Dear colleague,

The loop shift of your CoFe/IrMn pinned layer has two classic estimates: the rigid-antiferromagnet value of Meiklejohn and Bean (1956) and the domain-wall limit of Mauri and co-workers (1987). Both follow from one energy function, derived here step by step. I write SI formulae; $1\ \mathrm{mJ/m^2}=1\ \mathrm{erg/cm^2}$, $1\ \mathrm{kA/m}=1\ \mathrm{emu/cm^3}$, $\mu_0H=1$ mT corresponds to 10 Oe, and the Gaussian formulae follow by dropping $\mu_0$.

## Premises

1. The ferromagnet (F) is one macrospin of magnetisation $M_F$ and thickness $t_F$, held in the film plane by its demagnetising field, at angle $\theta$ to the setting direction $+x$. Its anisotropy energy density is $K_F\sin^2\theta$.
2. The antiferromagnet (AF) fills $0\le z\le t_{AF}$. It is collinear, with in-plane Néel-vector angle $\varphi(z)$ and energy density $A(d\varphi/dz)^2+K\sin^2\varphi$, where $A\equiv A_{AF}$ and $K\equiv K_{AF}$. In this convention a full 180° wall costs $4\sqrt{AK}$. Setting has left it at $\varphi=0$.
3. The interface is flat and uncompensated, with energy $-J\cos(\theta-\alpha)$ per area, $\alpha=\varphi(0)$ and $J\equiv J_{int}>0$.
4. The field $H$ lies along $x$, acts only on F, and is swept slowly at zero temperature, so the system stays in its local minimum until that minimum disappears.

With $Z=\mu_0M_Ft_FH$ and $k=2K_Ft_F$, both energies per area,

$$E=-Z\cos\theta+\tfrac{k}{2}\sin^2\theta-J\cos(\theta-\alpha)+E_{AF}(\alpha),\tag{1}$$

where $E_{AF}(\alpha)$ is the AF energy relaxed at fixed interface angle. I count $H_{eb}$ positive when the loop is displaced to $H=-H_{eb}$. Setting the two derivatives of (1) to zero gives the torque balances

$$Z\sin\theta+\tfrac{k}{2}\sin2\theta+\tau=0,\qquad \tau\equiv J\sin(\theta-\alpha)=E_{AF}'(\alpha).\tag{2}$$

If the magnetisation passes through zero continuously it does so at $\theta=\pi/2$, where the anisotropy torque vanishes and $-Z=\tau$. The bias at the zero crossing is then the torque that the interface transmits and the AF sustains.

## Step 1: rigid antiferromagnet

Fix $\alpha=0$. Then $E=-(Z+J)\cos\theta+\tfrac{k}{2}\sin^2\theta$, the Stoner-Wohlfarth easy-axis problem with $Z$ replaced by $Z+J$. The curvature $\partial^2E/\partial\theta^2$ is $Z+J+k$ at $\theta=0$ and $-(Z+J)+k$ at $\theta=\pi$. These states lose stability at $Z=-J-k$ and $Z=-J+k$. Written in $u=\cos\theta$ the energy has second derivative $-k<0$, so no intermediate minimum exists and the loop is square. Its half-width is $H_K=2K_F/\mu_0M_F$ and its centre lies at $-H_{eb}$ with

$$H_{eb}=\frac{J}{\mu_0M_Ft_F}.\tag{3}$$

The $1/t_F$ law says only that a surface torque is resisted by a volume moment.

## Step 2: when a thin antiferromagnet holds

Let the AF be thin enough to rotate uniformly (Step 5 says how thin), so $E_{AF}=Kt_{AF}\sin^2\alpha$. Suppose the field drags $\theta$ from 0 to $\pi$, and put $r=Kt_{AF}/J$. The AF equilibrium and the vanishing of its curvature $\partial^2E/\partial\alpha^2$ read

$$\sin(\theta-\alpha)=r\sin2\alpha,\qquad \cos(\theta-\alpha)=-2r\cos2\alpha.$$

Squaring and adding removes $\theta$: $r^2(1+3\cos^22\alpha)=1$. The bracket lies between 1 and 4, so an instability exists only for $\tfrac12\le r\le1$. There are three regimes.

- $r>1$. No instability occurs. Since $\sin2\alpha\le1/r<1$, the angle $\alpha$, which starts at 0 and changes continuously, never reaches $\pi/4$, and it returns to 0 at $\theta=\pi$. The AF remembers the setting direction.
- $\tfrac12<r<1$. The AF sees a rotating exchange field of fixed size, which crosses its Stoner-Wohlfarth astroid at some $\theta>\pi/2$. It jumps to the opposite well and jumps back on the return sweep.
- $r<\tfrac12$. At $\theta=\pi$ the curvature at $\alpha=0$ is $2Kt_{AF}-J<0$, so the AF cannot be there; it has followed F smoothly to $\alpha=\pi$.

In the last two cases the saturated states $(\theta,\alpha)=(0,0)$ and $(\pi,\pi)$ map into each other under reversal of all spins and the field, so the major loop is symmetric and the bias is zero. The condition for bias is therefore

$$Kt_{AF}>J.\tag{4}$$

The threshold is $J$ and not $J/2$ because the AF must survive the passage of F through $\theta=3\pi/4$, where at $r=1$ the full torque $J$ meets the largest anisotropy torque $Kt_{AF}$, reached at $\alpha=\pi/4$.

Holding is not the same as being rigid. At $\theta=\pi/2$, (2) gives $J\cos\alpha=2Kt_{AF}\sin\alpha\cos\alpha$, so $\sin\alpha=1/2r$ and $\tau=J\sqrt{1-1/4r^2}$. A continuous zero crossing sits below (3) by this factor, which is 0.87 at the threshold and tends to 1 for $r\gg1$.

## Step 3: the partial wall

A thick AF need not rotate as a block. Take $t_{AF}\to\infty$ and minimise $\int_0^\infty[A\varphi'^2+K\sin^2\varphi]\,dz$ with $\varphi(0)=\alpha$, $0\le\alpha<\pi$, and $\varphi(\infty)=0$. The Euler-Lagrange equation is

$$2A\varphi''=K\sin2\varphi.\tag{5}$$

Multiplying by $\varphi'$ shows that $A\varphi'^2-K\sin^2\varphi$ is independent of $z$, and it vanishes at infinity. The decaying branch is $\varphi'=-\sin\varphi/\delta$ with $\delta=\sqrt{A/K}$, and $d\varphi/\sin\varphi=d\ln\tan(\varphi/2)$ integrates it:

$$\tan\frac{\varphi}{2}=\tan\frac{\alpha}{2}\,e^{-z/\delta}.\tag{6}$$

Exchange and anisotropy densities are equal everywhere, so their sum is $2\sqrt{AK}\,\sin\varphi\,|\varphi'|$. Changing the variable from $z$ to $\varphi$,

$$E_{AF}=2\sqrt{AK}\int_0^\alpha\sin\varphi\,d\varphi=\sigma(1-\cos\alpha),\qquad \sigma=2\sqrt{AK}.\tag{7}$$

The restoring torque is $\sigma\sin\alpha$. It can never exceed $\sigma$, half the energy of a full wall.

## Step 4: the loop with the wall

The $\alpha$-dependent part of (1) is now $-J\cos(\theta-\alpha)-\sigma\cos\alpha=-\mathrm{Re}[e^{-i\alpha}(\sigma+Je^{i\theta})]$. It is smallest when $\alpha$ is the phase of $\sigma+Je^{i\theta}$, and the minimum is minus the modulus $\rho$:

$$\tan\alpha=\frac{J\sin\theta}{\sigma+J\cos\theta},\qquad \rho(u)=\sqrt{J^2+\sigma^2+2J\sigma u}.$$

A single cosine has one minimum per period, so the elimination loses no branch. For $J<\sigma$, (2) gives $\sin\alpha\le J/\sigma$ and the phase returns to 0 at $\theta=\pi$: the wall winds a little and unwinds. For $J>\sigma$ the phase runs to $\pi$ with $\theta$: a full wall is wound. The remaining energy depends on the reduced magnetisation $u=\cos\theta$ alone,

$$E(u)=-Zu+\tfrac{k}{2}(1-u^2)+\sigma-\rho(u),\qquad \frac{dE}{du}=Z^*(u)-Z,$$

$$Z^*(u)=-ku-\frac{J\sigma}{\rho(u)},\qquad \frac{dZ^*}{du}=-k+\frac{J^2\sigma^2}{\rho^3}.\tag{8}$$

The state $u=1$ is a minimum while $dE/du<0$ there, that is for $Z>Z^*(1)=-k-J\sigma/(J+\sigma)$. The state $u=-1$ is a minimum for $Z<Z^*(-1)=k-J\sigma/|J-\sigma|$. A canted state needs $Z=Z^*(u)$ and $dZ^*/du>0$. Because $\rho$ rises from $|J-\sigma|$ to $J+\sigma$, two clean cases arise.

**Soft F**, $k<J^2\sigma^2/(J+\sigma)^3$. Then $Z^*$ increases throughout, $E(u)$ is convex and the curve is reversible. The zero crossing $Z^*(0)$ gives

$$H_{eb}=\frac{1}{\mu_0M_Ft_F}\,\frac{J\sigma}{\sqrt{J^2+\sigma^2}}.\tag{9}$$

The energy in (9) obeys $1/J_{eb}^2=1/J^2+1/\sigma^2$, where $J_{eb}=\mu_0M_Ft_FH_{eb}$ is what you extract from a loop. It is smaller than both $J$ and $\sigma$, and at $J=\sigma$ it is 0.71 of either. For $J\ll\sigma$ it is $J(1-J^2/2\sigma^2)$ to leading order, which recovers (3). For $J\gg\sigma$ it is $\sigma(1-\sigma^2/2J^2)$, so

$$H_{eb}\to\frac{2\sqrt{A_{AF}K_{AF}}}{\mu_0M_Ft_F},\tag{10}$$

the Mauri cap. Strengthening the interface further only locks $\alpha$ to $\theta$, after which F works against the wall torque $\sigma\sin\theta$.

The reversible curve is skewed, with a tail towards negative field, so other definitions of the shift differ. The field averaged over magnetisation is simple. Since $d\rho/du=J\sigma/\rho$ and the $k$ term is odd in $u$,

$$-\tfrac12\int_{-1}^{1}Z^*\,du=\tfrac12\left[(J+\sigma)-|J-\sigma|\right]=\min(J,\sigma).\tag{11}$$

This is half the zero-field energy difference between the two saturated states. Reversal costs either $2J$, by frustrating the interface, or $2\sigma$, by winding a full wall, whichever is cheaper.

**Hard F**, $k>J^2\sigma^2/|J-\sigma|^3$. Then $Z^*$ decreases throughout, no canted minimum exists, and F jumps between the saturated states at $Z^*(1)$ and $Z^*(-1)$. Their mean and half-difference give

$$J_{eb}=\frac{J\sigma\max(J,\sigma)}{|J^2-\sigma^2|},\qquad \mu_0M_Ft_FH_c=k-\frac{J\sigma\min(J,\sigma)}{|J^2-\sigma^2|}.\tag{12}$$

With $\lambda$ the ratio of the smaller of $J,\sigma$ to the larger, the centre is $\min(J,\sigma)/(1-\lambda^2)$. It has the same limits (3) and (10) but approaches them from above. The cap is thus a strict bound for a continuous zero crossing and for the stored energy, and an asymptote, good to relative order $\sigma^2/J^2$, for the centre of a square loop. Between the two inequalities the loop is partly reversible and (8) has to be followed branch by branch.

## Step 5: finite thickness joins the two pictures

At a free back surface $\varphi'(t_{AF})=0$; call the angle there $\beta$. Varying the AF energy with respect to $\alpha$ leaves the boundary term $\tau=-2A\varphi'(0)$. Two exact statements follow from (5). The first integral is now $A\varphi'^2=K(\sin^2\varphi-\sin^2\beta)$, so $\tau=\sigma\sqrt{\sin^2\alpha-\sin^2\beta}\le\sigma$. Integrating (5) across the layer gives $\tau=K\int_0^{t_{AF}}\sin2\varphi\,dz\le Kt_{AF}$. Together with $\tau\le J$, any continuous zero crossing obeys

$$J_{eb}\le\min\left(J,\ 2\sqrt{AK},\ Kt_{AF}\right).\tag{13}$$

Since $\sigma=2K\delta$, the wall cap is out of reach unless $t_{AF}\ge2\delta$. The crossover is explicit at small angles. Equation (5) becomes $\varphi''=\varphi/\delta^2$, solved by $\varphi=\alpha\cosh[(t_{AF}-z)/\delta]/\cosh(t_{AF}/\delta)$, which gives $\tau=\kappa\alpha$ with

$$\kappa=\sigma\tanh(t_{AF}/\delta).\tag{14}$$

For $t_{AF}\ll\delta$ this is $2Kt_{AF}$, the stiffness of Step 2, and for $t_{AF}\gg\delta$ it is $\sigma$, that of Step 3. Condition (4) therefore belongs to the thin limit. In the thick limit the AF returns to its set state if $J<\sigma$, and extra thickness does not raise that threshold.

Strong coupling carries a trap. By (6) the wall centre $\varphi=\pi/2$ lies at $z_0=\delta\ln\tan(\alpha/2)$, which grows without bound as $\alpha\to\pi$. For $J>\sigma$ this happens at the finite field $Z^*(-1)$. In a real layer a wall centred at mid-thickness exerts no torque by symmetry, and beyond that point it lowers its energy by leaving through the back surface. The AF is then reversed and the major loop is unbiased. The cap (10) describes partial reversals, or full ones only if defects or a pinned back surface stop the wall.

## Range of validity

- Equation (3) needs $J\ll\min(Kt_{AF},\sigma)$; its corrections are of second order in $J/2Kt_{AF}$ or $J/\sigma$.
- Equations (7) to (12) need $t_{AF}$ of several $\delta$, and a wall centre well short of mid-thickness.
- The continuum energy needs $\delta$ much larger than the plane spacing $d$; the largest turn per plane is $d/\delta$.
- The macrospin needs little twist in F. With exchange stiffness $A_F$ and the Zeeman torque spread evenly, the internal torque $2A_F\theta'$ falls linearly from $\tau$ at the interface to zero at the free face, and the mean angle leads the interface angle by $\tau t_F/6A_F$. From $\tau=J\sigma\sin\theta/\rho$ one finds $d\ln\tau/d\theta=J\sigma/(J^2+\sigma^2)$ at $\pi/2$, and the product of the two is the fractional drop of (9).
- Reversal by domain walls in F is excluded, so $H_c$ in (12) is a coherent-rotation value and a poor guide to real coercivity.
- Temperature is zero and the film is laterally uniform. An AF grain of volume $V$ keeps its orientation for a time $\tau_m$ only if $KV>k_BT\ln(f_0\tau_m)$, with $f_0$ the attempt frequency.
- IrMn has non-collinear order, its ideal (111) planes are compensated, and sputtered films are granular. The constants $A$, $K$ and $J$ are effective parameters, and the model does not predict $J$.

## Illustration: CoFe 3 nm / IrMn 10 nm

The inputs are typical or assumed values: $M_F\approx1500$ kA/m, $\mu_0H_K=10$ mT (assumed), $A_F\approx2\times10^{-11}$ J/m, $K\approx5\times10^5$ J/m³, $A\approx3\times10^{-12}$ J/m (order of magnitude only). Then $M_Ft_F=4.5$ mA, $k=M_Ft_F\,\mu_0H_K=0.045$ mJ/m², $\delta=2.45$ nm, $\sigma=2.45$ mJ/m², $Kt_{AF}=5.0$ mJ/m² and $t_{AF}/\delta=4.1$, so the layer is on the thick side.

For an ideal uncompensated interface I assume $J=10$ mJ/m², the scale of $A$ divided by an interatomic distance of about 0.3 nm. Equation (3) would give $\mu_0H_{eb}=2.2$ T, but $J$ exceeds both $Kt_{AF}$ and $\sigma$, so rigidity is untenable. The cap (10) is 0.54 T. The soft-F threshold $J^2\sigma^2/(J+\sigma)^3=0.31$ mJ/m² is far above $k$, so (9) applies: $J_{eb}=2.38$ mJ/m² and $\mu_0H_{eb}=0.53$ T, 3 per cent under the cap and a factor 4.2 under the rigid value. At the crossing $\alpha=\arctan(J/\sigma)=76°$, and (6) leaves only 1.5° at $z=10$ nm, so the semi-infinite wall is adequate there, though not on the way to negative saturation.

The neglected terms are modest. The twist in CoFe is 0.06 rad and $J\sigma/(J^2+\sigma^2)=0.23$, a drop of 1.4 per cent. With $d\approx0.22$ nm the turn per plane is at most 0.09 rad. A fully uncompensated plane of about $1.2\times10^{19}$ Mn per m² at about $2.5\,\mu_B$ carries 6 per cent of $M_Ft_F$, which measures the Zeeman term omitted in premise 4. The model's answer should be read as about 0.5 T.

That number is the model's, not the stack's. As typical knowledge rather than a measurement, CoFe/IrMn pinned layers show $J_{eb}$ of about 0.2 mJ/m² at room temperature, so the capped value is still too high by roughly an order of magnitude. The wall is then not the weak link; the net interface coupling is. I therefore repeat the calculation with $J=0.2$ mJ/m², chosen to reproduce that typical bias, so the field that results tests nothing. Equation (3) gives 44 mT. Now $J/\sigma=0.082$ and $Kt_{AF}/J=25$. The hard-F threshold $J^2\sigma^2/|J-\sigma|^3=0.021$ mJ/m² lies below $k$, so (12) applies: the centre moves out by 0.7 per cent and the half-width falls from 10 mT to about 6 mT. The rigid formula is thus accurate for the shift, while AF compliance shows up first in the switching fields.

One neglected effect overrules condition (4). With this $J$ it asks for $t_{AF}>J/K=0.4$ nm. For assumed columnar grains 8 nm across at 300 K, with $f_0\approx10^9$ s⁻¹ and $\tau_m=100$ s, $\ln(f_0\tau_m)=25.3$, and thermal stability asks for at least about 4 nm, somewhat more once the reversed CoFe lowers the barrier. In the model's weak-coupling regime the minimum IrMn thickness is set by thermal activation of the grains, which demands about 10 times the thickness that the zero-temperature torque condition does.